Dear colleague,

The delay of your SOI NAND gates grows faster than the number of inputs, and it depends on which pin switches. Both facts follow from charge conservation in a resistor ladder. I derive the result below, correct it where real transistors require, and put numbers to a four-high stack. In SOI the pin effect comes out smaller than the usual formula suggests.

## Premises and conventions

The pull-down path is $N$ nMOS devices in series, numbered from ground. Device $k$ joins node $k-1$ to node $k$, node 0 is ground, and node $N$ is the output. Voltages are quoted as energies $qV$ in eV.

1. At $t=0$ the last input steps from 0 to $V_{DD}$, the pull-up opens, and every nMOS gate is at $V_{DD}$ from then on.
2. For $t>0$ each device is a linear resistor $R$.
3. Each internal node $k=1,\dots,N-1$ has capacitance $C_j$ to fixed potentials (ground, substrate, gates at rest), and the output has $C_L$.
4. Leakage is negligible during the transient, so all nodes end at 0.

The Elmore delay (Elmore, 1948) of the falling output is the area under the normalised waveform,

$$\tau=\frac{1}{V_{DD}}\int_0^\infty V_N(t)\,dt. \tag{1}$$

## Step 1: the area theorem

Let $Q_k$ be the charge on node $k$ and $I_k=(V_k-V_{k-1})/R$ the current down through device $k$, with $I_{N+1}=0$. Charge conservation reads $dQ_k/dt=I_{k+1}-I_k$. Summing over the nodes $k=j,\dots,N$ telescopes the right side:

$$I_j=-\sum_{k=j}^{N}\frac{dQ_k}{dt}.$$

Integrate over all time and write $\Delta Q_k=Q_k(0)-Q_k(\infty)$. Then $\int I_j\,dt=\sum_{k\ge j}\Delta Q_k$: device $j$ carries all the charge that leaves the nodes above it. The output voltage is the sum of the drops, $V_N=R\sum_{j=1}^N I_j$, so

$$\int_0^\infty V_N\,dt=R\sum_{j=1}^{N}\sum_{k=j}^{N}\Delta Q_k=R\sum_{k=1}^{N}k\,\Delta Q_k .$$

The last step exchanges the order of summation: node $k$ appears once for each $j=1,\dots,k$. Hence

$$\tau=\frac{R}{V_{DD}}\sum_{k=1}^{N}k\,\Delta Q_k. \tag{2}$$

For unequal devices $kR$ becomes $R_1+\dots+R_k$. Premise 3 was not used. Equation (2) holds for voltage-dependent junction capacitance and for charge coupled in from a moving gate, since only the net charge enters.

## Step 2: all nodes precharged

If every node starts at $V_{DD}$, then $\Delta Q_k=C_jV_{DD}$ inside and $\Delta Q_N=C_LV_{DD}$. With $\sum_{k=1}^{N-1}k=N(N-1)/2$,

$$\tau=NRC_L+RC_j\,\frac{N(N-1)}{2}. \tag{3}$$

The first term is linear in fan-in at fixed load and the second is quadratic. Widening all devices does not remove the second, because $R\propto 1/W$ and $C_j\propto W$. In a static NAND the output also carries one pMOS drain $C_p$ per input, so $C_L=C_{\rm ext}+NC_p$, and the first term hides a further quadratic piece, $N^2RC_p$.

Equation (3) overstates the internal charge. An internal node is charged from the output through nMOS devices, which shut off when the node nears $V_{DD}-V_T$. Define

$$\eta=\frac{V_{DD}-V_T}{V_{DD}}, \tag{4}$$

with $V_T$ the threshold at raised source. A precharged internal node gives up $\eta C_jV_{DD}$.

## Step 3: position of the latest input

Let input $m$ arrive last, the others having been high for a long time. Nodes below device $m$ are tied to ground and have $\Delta Q_k=0$, since whatever charge they take up during the transient they give back. Nodes $m,\dots,N-1$ sit at $\eta V_{DD}$. From (2), with $\sum_{k=m}^{N-1}k=[N(N-1)-m(m-1)]/2$,

$$\tau_m=NRC_L+\eta RC_j\,\frac{N(N-1)-m(m-1)}{2}. \tag{5}$$

The step is $\tau_m-\tau_{m+1}=m\,\eta RC_j>0$. The delay falls as the late input moves up and reaches $NRC_L$ at $m=N$. Under these premises the latest signal belongs next to the output. The worst pin is $m=1$, which gives (3) with $C_j\to\eta C_j$.

## Step 4: what $C_j$ contains, and what the moving gate injects

An internal node has three contributions:

$$C_j=C_d+2C_{ov}+C_{gc}. \tag{6}$$

$C_d$ is the capacitance to the substrate, the only part that SOI reduces. $C_{ov}$ is the overlap and fringe capacitance to one adjacent gate. $C_{gc}=\epsilon_{ox}WL/t_{inv}$ is the gate-to-channel capacitance, with $t_{inv}$ the oxide-equivalent thickness in inversion. It belongs here because the channel charge, $-C_{gc}(V_{DD}-V_T-V)$ at channel potential $V$, is linear in $V$ over the range that internal nodes traverse. A device above $m$ starts with an empty channel and ends with a full one, and the electrons come up from ground. The net charge is spread evenly along device $k$, so it sees the mean resistance $(k-\tfrac12)R$, which is the same as putting half on node $k$ and half on node $k-1$. Each internal node thus collects one $C_{gc}$ from its two neighbours. The half that falls on the output I count in $C_{\rm ext}$, along with the charge released by the pMOS that turns off, which is the same for every $m$.

Two charges depend on $m$ and are missing from (5). The gate of device $m$ rises by $V_{DD}$, which adds $C_{ov}V_{DD}$ to both $\Delta Q_m$ and $\Delta Q_{m-1}$. Its channel starts empty, and the lower half, $\eta C_{gc}V_{DD}/2$, falls on node $m-1$, which (5) treated as inert. Weighting by (2),

$$\delta\tau_m=R\left[(2m-1)\,C_{ov}+(m-1)\,\frac{\eta C_{gc}}{2}\right]. \tag{7}$$

This grows with $m$ and opposes the rule of Step 3. The step in $\tau_m+\delta\tau_m$ from $m$ to $m+1$ is a decrease of $R\,[m\eta C_j-2C_{ov}-\eta C_{gc}/2]$. This decrease grows with $m$, so the total is concave in $m$ and its minimum lies at one end of the stack. Summing the steps from 1 to $N-1$ gives $R(N-1)[\eta C_jN/2-2C_{ov}-\eta C_{gc}/2]$, and the top position is best if and only if

$$\eta\left(\frac{N}{2}C_j-\frac12C_{gc}\right)>2C_{ov}. \tag{8}$$

A small $C_d$, a short stack and a low supply all weaken (8).

## Step 5: from $\tau$ to the 50 per cent delay

You record $t_{50}$, defined by $V_N(t_{50})=V_{DD}/2$. I relate it to $\tau$ for the linear ladder.

*Monotonic fall.* With $C_k$ the capacitance of node $k$, differentiating $I_k$ gives $R\,\dot I_k=(I_{k+1}-I_k)/C_k-(I_k-I_{k-1})/C_{k-1}$, the second term being absent for $k=1$. All off-diagonal coefficients are non-negative, so the exponential of the coefficient matrix has no negative element. The initial states of Steps 2 and 3 have voltages that never decrease up the stack, so all $I_k(0)\ge0$, and the currents stay non-negative. Then $p(t)=-\dot V_N/V_{DD}=I_N/(C_LV_{DD})$ is a probability density. Integration by parts makes $\tau$ its mean, and $t_{50}$ is its median. Since $V_N\ge V_{DD}/2$ up to $t_{50}$, (1) gives the loose bound $t_{50}\le2\tau$.

*Modes.* In matrix form $\mathbf C\dot{\mathbf V}=-\mathbf G\mathbf V$, with $\mathbf C$ diagonal and $\mathbf G$ the tridiagonal conductance matrix. Both are symmetric and positive definite, so $V_N/V_{DD}=\sum_iA_ie^{-t/T_i}$ with real $T_1>T_2>\dots>0$, $\sum_iA_i=1$ and $\sum_iA_iT_i=\tau$. The element $(\mathbf G^{-1})_{jk}$ is the voltage at $j$ per unit current fed in at $k$, namely $R\min(j,k)$. The trace of $\mathbf G^{-1}\mathbf C$ then gives $\sum_iT_i=R\sum_kkC_k$, so (3) is also the sum of all time constants.

*Slow mode.* $1/T_1$ is the minimum of $\mathbf V^T\mathbf G\mathbf V/\mathbf V^T\mathbf C\mathbf V$. The profile $V_k=k/N$ is exact at $C_j=0$. It gives $\mathbf V^T\mathbf G\mathbf V=N(1/N)^2/R=1/(NR)$ and $\mathbf V^T\mathbf C\mathbf V=C_L+C_j\sum_{k<N}k^2/N^2$. The quotient is stationary, so to first order

$$T_1\simeq NRC_L(1+\varepsilon),\qquad \varepsilon=\frac{(N-1)(2N-1)}{6N}\,\frac{C_j}{C_L}, \tag{9}$$

and this is a lower bound on $T_1$.

*Fast modes.* Clamping the output leaves a chain of $N-1$ equal nodes between fixed ends, with modes $\sin(i\pi k/N)$ and rates $4\sin^2(i\pi/2N)/(RC_j)$. One constraint makes the eigenvalues interlace, so $T_2\le RC_j/[4\sin^2(\pi/2N)]$, of order $\varepsilon T_1$. These modes move a charge of order $\varepsilon C_LV_{DD}$ on or off the output, so their amplitudes are of order $\varepsilon$ and their share of the area is of order $\varepsilon^2T_1$. Therefore $A_1T_1\simeq\tau$. At $t_{50}$ only the slow mode is left, and $t_{50}=T_1\ln(2A_1)$. Since $\tau-T_1$ is of first order, expanding $\ln(2\tau/T_1)$ gives

$$t_{50}\simeq\tau-(1-\ln2)\,T_1, \tag{10}$$

with corrections of order $\varepsilon^2NRC_L$. $T_1$ belongs to the network and does not depend on the initial state. A pin-to-pin difference in $t_{50}$ is therefore, to first order, the whole difference in $\tau$ and not $\ln 2$ times it. The rule $t_{50}=\tau\ln2$ holds only when a single exponential of unit amplitude describes the output.

## How far a transistor may be called a resistor

For a long channel in the gradual-channel approximation, with a mobility $\mu$ that depends only on the local channel potential, the current is $I=(W/L)\int_{V_s}^{V_d}\mu|Q_{inv}|\,dV=F(V_d)-F(V_s)$. Here $Q_{inv}$ is the inversion charge per area, and $F(V)$ is the output characteristic of one device with grounded source and gate at $V_{DD}$. Then $I_k=F(V_k)-F(V_{k-1})$, the sum $\sum_jI_j=F(V_N)$ telescopes, and Step 1 gives $\int F(V_N)\,dt=\sum_kk\,\Delta Q_k$. Dividing by $I_{sat}=F(V_{DD})$ returns (2) with $R=V_{DD}/I_{sat}$, and with $F(V_N)/I_{sat}$ in place of $V_N/V_{DD}$ in (1). The weights $k$, the factor $\eta$ and the ordering (8) of this area survive the nonlinearity. The numerical link (10) does not.

Velocity saturation breaks the form $F(V_d)-F(V_s)$, because the mobility then depends on the lateral field. A device with a small drop is then a better conductor, relative to its saturation current, than the long-channel law implies. The stack delivers more than $1/N$ of the single-device current, and $R$ must be fitted so that $NR$ describes the stack as a whole.

## Range of validity

- The input edge must be short against $t_{50}$. During a slow ramp both networks conduct and $R_m$ varies in time. A device switching at the top also loses gate drive to the drop across those beneath it, which works against the rule of Step 3.
- The early inputs must lead the late one by several internal time constants, so that the lower nodes are empty.
- Strong inversion is assumed, $q(V_{DD}-V_T)\gg k_BT$.
- The body must be fully depleted or tied. A floating body makes $V_T$, and so $R$ and $\eta$, depend on switching history.
- Equations (2), (3), (5), (7) and (8) are exact for linear equal resistors at any $C_j/C_L$. Equations (9) and (10) need $\varepsilon\ll1$.

## Numerical illustration: a four-high fully depleted SOI stack

All inputs are illustrative values typical of planar thin-film SOI logic: $T=300$ K, $N=4$, $W=500$ nm, $L=30$ nm, gate pitch $p=120$ nm, $t_{inv}=1.5$ nm, buried oxide $t_{BOX}=25$ nm, relative permittivities 3.9 for SiO$_2$ and 11.7 for Si, overlap and fringe 0.24 aF/nm per side, $qV_{DD}=1.0$ eV and $qV_T=0.40$ eV. Then $\eta=0.60$, and the overdrive far exceeds $k_BT=0.0259$ eV. I take $RW=5\times10^5$ Ω nm, between a typical triode value near $3\times10^5$ and a typical single-device switching value near $8\times10^5$ Ω nm, so $R=1.0$ kΩ. With $C_p=0.20$ fF and $C_{\rm ext}=3.2$ fF, $C_L=4.0$ fF.

**Capacitances.** $C_{gc}=345$ aF and $C_{ov}=120$ aF. Each node owns one pitch of silicon film over the oxide, at $\epsilon_{ox}/t_{BOX}=1.38\times10^{-3}$ aF/nm², so $C_d=83$ aF. Depletion under the oxide lies in series and could only lower this. From (6), $C_j=668$ aF, which I round to 0.67 fF in the ladder.

For a crude bulk counterpart, take an abrupt n$^+$p junction with $N_A=10^{-3}$ nm$^{-3}$, the n$^+$ Fermi level at the conduction band edge, a typical gap $E_g=1.12$ eV and $n_i=10^{-11}$ nm$^{-3}$. The built-in energy is $q\phi=E_g/2+k_BT\ln(N_A/n_i)=1.036$ eV. Equation (2) asks for charge, so the capacitance per area is $\sqrt{2\epsilon_{Si}qN_A}\,[\sqrt{\phi+\eta V_{DD}}-\sqrt\phi\,]/(\eta V_{DD})=2.51\times10^{-3}$ aF/nm². Over the area $W(p+2x_j)$, with sidewall depth $x_j=30$ nm, $C_d=226$ aF and $C_j=811$ aF. The buried oxide cuts $C_d$ by a factor 2.7 but $C_j$ by only 18 per cent, because the gate terms stay. The 143 aF saved per node shorten $\tau_1$ by 0.51 ps at equal $R$. One diffusion on the output that sheds the same capacitance saves 0.57 ps, since it has weight $N$ and full swing.

**Delays.** $NRC_L=16.00$ ps, and the uniform case (3) adds 4.02 ps to give 20.02 ps. From (9), $\varepsilon=0.15$ and $T_1\simeq18.3$ ps, while diagonalising the $4\times4$ problem gives 18.48 ps. The bound on $T_2$ is 1.14 ps. For uniform precharge the exact ladder has $t_{50}=14.38$ ps, (10) gives 14.39 ps, and $\tau\ln2$ gives 13.88 ps. For a late input at position $m$, in ps, with two decimals kept only to show differences within the model:

| $m$ | $\tau_m$ (5) | $t_{50}$, exact ladder | $t_{50}$ (10) | $\delta\tau_m$ (7) | $\tau_m+\delta\tau_m$ |
|---|---|---|---|---|---|
| 1 | 18.41 | 12.75 | 12.78 | 0.12 | 18.53 |
| 2 | 18.01 | 12.31 | 12.38 | 0.46 | 18.47 |
| 3 | 17.21 | 11.40 | 11.58 | 0.81 | 18.01 |
| 4 | 16.00 | 10.00 | 10.37 | 1.15 | 17.15 |

The two $t_{50}$ columns omit the injected charge. The largest error of (10) is 0.37 ps, in line with $\varepsilon^2NRC_L\approx0.3$ ps. From bottom to top the exact $t_{50}$ falls by 2.75 ps and $\tau_m$ by 2.41 ps, whereas the $\ln2$ rule would give 1.67 ps. Injection cuts the gain in area from 2.41 to 1.38 ps, about 7 per cent of the bottom-pin value, and leaves the two lowest pins only 0.06 ps apart. Condition (8) requires $\eta>0.21$ for $N=4$ but $\eta>0.48$ for $N=2$ with these devices, so in a two-input gate at reduced supply the model lets the pin order reverse.

At $m=1$ the quadratic terms $N^2RC_p+\eta RC_jN(N-1)/2$ make up 5.61 ps, or 30 per cent of $\tau_1$. They equal the linear term $NRC_{\rm ext}$ only at $N=(C_{\rm ext}+\eta C_j/2)/(C_p+\eta C_j/2)=8.5$.

**Neglected effects of the same size as the pin effect.** If the three lower devices had the triode value 0.6 kΩ and the top one 2.2 kΩ, with the same total, the internal term would drop from 2.41 to 1.45 ps. With the partial sums 0.6, 1.2, 1.8 and 4.0 kΩ as weights, injection gives $\delta\tau_1=0.07$ ps and $\delta\tau_4=0.88$ ps, so the net gain in area shrinks from 1.38 to 0.64 ps. This is the direction in which velocity saturation pushes. In the other direction, a precharged node creeps upward by subthreshold conduction. The current falls as $e^{-qV/k_BT}$ with source potential $V$, so the node rises logarithmically in time, by about $k_BT\ln10=60$ meV per decade of waiting until leakage through the off device stops it. Three decades add 0.18 eV on $C_d+2C_{ov}=323$ aF (the channels are already empty), which adds 0.35 ps to $\tau_1$ for equal devices and 0.21 ps for the unequal ones, and raises the net gain to 1.73 and 0.85 ps.

These delays are the model's, not those of a process. As typical knowledge, a four-input NAND of this class at a fan-out of two or three, driven by a similar gate, takes roughly 20 ps, so the step-input $t_{50}$ of 10 to 13 ps is low by up to a factor of about two, largely through the finite input edge. The model supports a top-pin advantage of about 0.6 to 1.7 ps in the area of the falling edge, before the slope effect of a finite input edge reduces it, and a fan-in dependence that is still mostly linear at $N=4$. Rings built from one cell and closed through each pin in turn share the load term, but their differences mix two edges. The falling edge contributes the steps $R\,[m\eta C_j-2C_{ov}-\eta C_{gc}/2]$, here 0.06, 0.46 and 0.86 ps. On the rising edge devices $m+1,\dots,N$ stay on, and the pull-up, of resistance $R_p$, recharges nodes $m,\dots,N-1$ through them. All of that charge passes through $R_p$, so the argument of Step 1 adds $R_p(N-m)\eta C_j$ to the area of the rising edge. The step is $R_p\eta C_j$ per pin, 0.40 ps per kΩ of pull-up resistance, of the same sign and of like size. A difference in ring period tests the sum of the two steps, up to the slope effects that the step model leaves out. To isolate the falling steps you must time the two edges separately.